A Dirac Hamiltonian, a basis at its limit and six printed figures invite the belief that little is left to improve, and that for an atom as heavy as rhodium the next thing to add is the Breit interaction and quantum electrodynamics. The size of those terms seems to support this: Breit, QED and recoil together contribute 138.8 eV to the total energy of the 4d⁸7f configuration. Nearly all of that belongs to the inner shells and cancels between configurations. What survives in the table is 9 to 72 meV, while term structure and correlation act on the scale of an electronvolt.

Configurations of the Rh atom (Z = 45), computed with B-spline radial code 1: Dirac-Hartree-Fock, average of configuration, Fermi nucleus, basis-set limit. Self-consistent energies are relative to the reference [Kr] 4d8 5s1 and exclude the Breit, QED and recoil terms, whose contribution to the same energy difference is given separately.

| configuration | electrons removed | energy less reference, Hartree-Fock, Dirac (eV) | Breit, QED and recoil part, Hartree-Fock, Dirac (eV) |
| --- | --- | --- | --- |
| [Kr] 4d9 | 0 | 0.294198 | -0.0167 |
| [Kr] 4d8 6s1 | 0 | 4.02100 | -0.00902 |
| [Kr] 4d8 6p1 | 0 | 4.65697 | -0.0100 |
| [Kr] 4d8 7s1 | 0 | 5.02364 | -0.0100 |
| [Kr] 4d8 9p1 | 0 | 5.71983 | -0.0105 |
| [Kr] 4d8 7f1 | 0 | 5.80729 | -0.0106 |
| [Kr] 4d7 4f1 5s1 | 0 | 8.23516 | 0.0145 |
| [Kr] 4d7 5s1 5g1 | 0 | 8.54207 | 0.0145 |
| [Kr] 4d7 5s1 7f1 | 0 | 8.80832 | 0.0145 |
| [Ar] 3d10 4s2 4p5 4d8 5s2 | 0 | 52.8294 | -0.0621 |
| [Ar] 3d10 4s2 4p5 4d8 4f1 5s1 | 0 | 58.9029 | -0.0720 |

Below, E is the Dirac-Hartree-Fock (DHF) energy less the reference 4d⁸5s, and Δ is the Breit, QED and recoil part, to be added to E. No electrons are removed in any row, so each E is an excitation energy of the neutral atom. Each configuration is converged on its own, so orbital relaxation is already contained in E.

## The first row: 5s → 4d

The 4d⁹ row lies 0.294 eV above the reference. The measured 4d⁹ levels lie a few tenths of an eV above the ground state (a rough recalled size), so DHF looks adequate. The two quantities are not the same thing, however. A d⁹ shell has a single term, ²D, and its average is the centre of that term. The reference is an average over all terms of 4d⁸5s, and the atom's ground term ⁴F lies well below that average.

The Slater integrals of the same calculation size the shift. Which orbitals they couple is inferred from their order and magnitude, they come from neighbouring configurations, and LS coupling is assumed, so two figures are the most they deserve. With F² = 8.045 eV and a rank-4 integral of 5.210 eV taken as F⁴, the Racah parameters are B = F²/49 − 5F⁴/441 = 0.105 eV and C = 35F⁴/441 = 0.413 eV. For d⁸, treated as two holes, the ³F term has the energy A − 8B and the average has A − 14B/9 + 7C/9, so ³F lies 58B/9 + 7C/9 = 0.68 + 0.32 = 1.0 eV below the average. The 5s electron gains an exchange energy G²/5 from each d electron of parallel spin. On average four of the eight are parallel; in ⁴F five are. The extra gain is one unit, 1.59/5 = 0.32 eV, probably on the high side because this G² comes from a 4d⁷5s core, where 5s is more compact.

Term to term, Hartree-Fock therefore puts 4d⁹ about 0.3 + 1.0 + 0.3 = 1.6 eV above ⁴F. Theory assigns the way back to a few tenths of an eV mainly to correlation: a ninth electron in the compact 4d shell forms many more close pairs than a 5s electron does, and Hartree-Fock overcharges their repulsion. The plausible look of 0.294 eV is then a cancellation of two omissions of about an electronvolt each, and repairing only the terms makes the agreement worse. Against this, Δ is −16.7 meV. That is 5.7 % of E, by far the largest share in the table (all other rows lie between 0.12 and 0.22 %), yet the term shift is some eighty times larger.

In proportion to its energy, this row is also the one most exposed to the choice of Hamiltonian and functional, both argued here and untested. Relativity contracts 5s and, through better screening, loosens 4d. With (Zα)² ≈ 0.1 the effect on an s–d transfer is of the order of tenths of an eV, so a non-relativistic calculation would lower 4d⁹ by an amount comparable to the whole gap. A semilocal functional includes correlation but favours d filling through self-interaction, and pushes the same way.

## The 4d⁸ nl rows: a Rydberg series

Once 5s is promoted, the outer electron spends most of its time outside a core of charge +1. Its binding is hydrogenic apart from a phase gained on short visits to the core, which gives E = I − Ry/n*², with n* = n − δ. Here I is the ion limit, Ry = 13.6057 eV, and δ is the quantum defect. The centrifugal barrier keeps an f electron out of the core, so setting δ = 0 for 7f yields I = 5.8073 + 13.6057/49 = 6.0850 eV. This limit rests on one row. The other defects follow from I − E: 3.43 for 6s, 3.42 for 7s, 2.91 for 6p and 2.90 for 9p. The s electrons penetrate deepest and have the larger defects.

The constancy of δ can be tried on 7s, using 6s alone. The 6s binding is 6.0850 − 4.0210 = 2.0640 eV, so n* = √(13.6057/2.0640) = 2.5675. Adding one gives 3.5675 and a binding of 13.6057/3.5675² = 1.0690 eV. The 7s row, which did not enter this estimate, has 1.0613 eV, so the estimate is 8 meV too strong. Going downward fails: the same defect underbinds 5s by 0.55 eV out of 6.085. The Ritz form δ = δ₀ + δ₂/n*², with its two constants solved exactly from 6s and 7s, still underbinds 5s by 0.18 eV, or 3 %. The 5s orbital overlaps the 4d shell and relaxes it, and an expansion meant for high n has no claim there.

In these rows Δ runs only from −9.0 to −10.6 meV, so it belongs to the vacated 5s orbital and hardly to the new one. The self-energy and the magnetic repulsion both raise an s level, and removing the electron removes that penalty. What the outer electron puts back should follow its density near the nucleus, which normalisation of a Rydberg orbital makes proportional to n*⁻³. Relative to 7f, 6s restores 1.58 meV. Scaling that single number predicts 0.58 meV for 7s, against 0.6 with a rounding of 0.1, and 8.0 meV for 5s, a quarter short of 10.6. The p values, 0.6 and 0.1 meV, are too near the rounding to test anything. Spacings among these five rows change by less than 2 meV when Δ is added.

The position of the whole series is another matter. The ionization energy is roughly 7.5 eV (recalled), 1.4 eV above the limit. The d⁸ term shift largely cancels, since atom and ion both have a ³F core. The 5s–4d exchange supplies about 0.3 eV, and Δ moves the limit 0.011 eV the wrong way. About 1.1 eV remains. The basis is at its limit and relaxation is included; spin-orbit coupling is in the Hamiltonian but averaged out, and it lowers the lowest levels of atom and ion by similar amounts. The remainder is thus argued to be mostly correlation between 5s and the 4d shell, which is lost when 5s leaves. Every 5s → nl energy inherits much of this error, the more so the higher the orbital.

## The 4d⁷5s nl rows: hydrogen outside a different core

These three rows lie above the 4d⁸ limit. They are computed as bound but are embedded in a continuum into which real states can autoionize. Adding Ry/n² gives 9.0855 eV for 4f, 9.0863 for 5g and 9.0860 for 7f: one limit to within 0.8 meV. Hartree-Fock cancels an electron's self-repulsion exactly, so the −1/r tail is built in. The agreement shows that the outer electrons are hydrogenic within the method, not that nature agrees. The summed ⟨r²⟩ of 4d⁷5s7f is 5172 bohr², of which a hydrogenic 7f accounts for 5145. A semilocal functional cancels the self-repulsion only approximately, and theory gives no reason for it to reproduce this series as cleanly.

Measured against 5g, 4f is bound more strongly by 0.78 meV and 7f by 0.31 meV, far above the rounding of 0.005 meV. A spherical DHF core cannot be polarized into a dipole, so these shifts are penetration and exchange. The 7f shift also suggests the uncertainty of the 4d⁸ limit: raising it by 0.3 meV changes the 9p defect by 0.0025 and the others by 0.0005 or less. For such orbitals correlation takes a simple form. The electron induces a dipole in a core of polarizability α_c and gains α_c⟨r⁻⁴⟩/2, which with hydrogenic ⟨r⁻⁴⟩ is 0.51 meV per bohr³ for 4f and 0.069 for 5g. If α_c is ten bohr³ or more, which is a guess, polarization outweighs the DHF shift of 4f several times over.

The 4d⁷5s limit stands 3.001 eV above the 4d⁸ limit, and this is again a difference of averages. The same Racah treatment puts ⁴F of d⁷ 31B/3 + 7C/3 ≈ 2.2 eV below its average, against 1.0 eV for d⁸, because the shell nearer to half filling has more unpaired spins. Terms alone cut the gap by about 1.2 eV before 5s exchange is counted, and correlation, favouring the fuller d shell, acts in the opposite sense.

Δ is +14.5 meV in all three rows, the only positive values. A 4d electron has almost no density at the nucleus, but it screens the s and p shells; its removal lets them contract and raises their Breit and QED energies. From 4d⁸7f to 4d⁷5s7f, a step that removes 4d and adds 5s, the density at the nucleus rises from 116949 to 116969 bohr⁻³ and Δ rises by 25.1 meV. Of this the Gaunt (magnetic) term gives 15.8 and the self-energy 12.2, each rounded to about 0.3 meV, with small negative parts from retardation and vacuum polarization. Breit without QED would capture little more than half.

Shell contributions do not simply add. Removing 5s (−10.6) and adding 4d (−14.5) predicts −25.1 meV for 4d⁹, 8.4 meV beyond the table. The argued reason is that +14.5 includes the contraction of the 5s electron itself, which in 4d⁷5s nl sees a doubly charged core; 4d⁹ has no 5s to respond. The same numbers can be put another way: with no 5s electron present, turning 7f into a ninth 4d electron changes Δ by only −6.1 meV.

## The 4p hole

With δ = 0, the 4f row gives a limit of 59.75 eV, a relaxed average 4p binding energy resting on one row. This 4f is not a compact shell: the summed ⟨r²⟩ is 400 bohr², 360 of it hydrogenic. The 4p⁵5s² row lies 6.92 eV below the limit, somewhat more than the 6.085 eV of the first 5s, as the hole reduces the screening.

Here Δ is largest in size, −62 and −72 meV, and it is Breit physics. Relative to 4d⁷5s7f the Gaunt term changes by −103.9 meV and the other Breit parts by +18.7, the self-energy by only −0.8. A 4p electron passes fast through the core and interacts magnetically with it, but has little density at the nucleus. Additivity works in this stretch: −72.0 + 10.6 = −61.4 meV against −62.1, plausibly because in both cases a 5s electron is attached to a singly charged ion.

The averages hide far more than Δ. The 4p₁/₂–4p₃/₂ splitting is a few eV (rough, recalled). An exchange integral of more than ten eV in the 4d⁹ calculation, read as 4p–4d, implies a multiplet spread over many eV. A 4p hole also decays quickly by refilling from 4d, which broadens the lines. Mixing with the configurations it decays to can shift them as well, and a single-configuration average leaves that out.

## What to add, and in which order

For an accuracy of about 1 eV in any transition that changes the number of 4d or 5s electrons, averages are not enough. Terms come first. They cost a closed formula or the diagonalisation of a small matrix built from integrals already at hand. They should be paired with correlation, since the 4d⁹ row indicates that the two offset each other. Correlation is the expensive step: standard methods scale as the fifth to seventh power of system size, and an open d shell with close 4d⁹ and 4d⁸5s states may need several reference configurations.

Near 0.1 eV the levels of different J within a term must be resolved too: the Hamiltonian contains the spin-orbit coupling that splits them, but the average merges them again. At this accuracy Δ begins to count for the 4p hole, and near 0.01 eV it counts for every row, with Breit and QED both required when s or d occupations change. As a first-order correction, with the self-energy usually taken from a model, it costs little more than another set of radial integrals, so price is no reason to omit it; it merely buys nothing until the larger steps are taken. For spacings of f and g electrons on a fixed core, the Rydberg formula matches DHF within 1 meV at no cost, Δ is constant within its rounding, and a polarization term is the next improvement.

The same mechanisms suggest how neighbours behave. In silver the 4d¹⁰ core has one term, so the 5s → nl averages map directly onto terms and correlation stands alone as the main error. In cobalt the more compact 3d shell has larger Slater integrals and stronger pair correlation, while the QED part of Δ should be smaller. In iridium relativity stabilises 6s much more, Δ grows, and spin-orbit coupling erodes the LS picture used above. In the lanthanides 4f collapses into the core, the hydrogenic rule fails for it, and it joins the orbitals for which terms and correlation decide the energy.
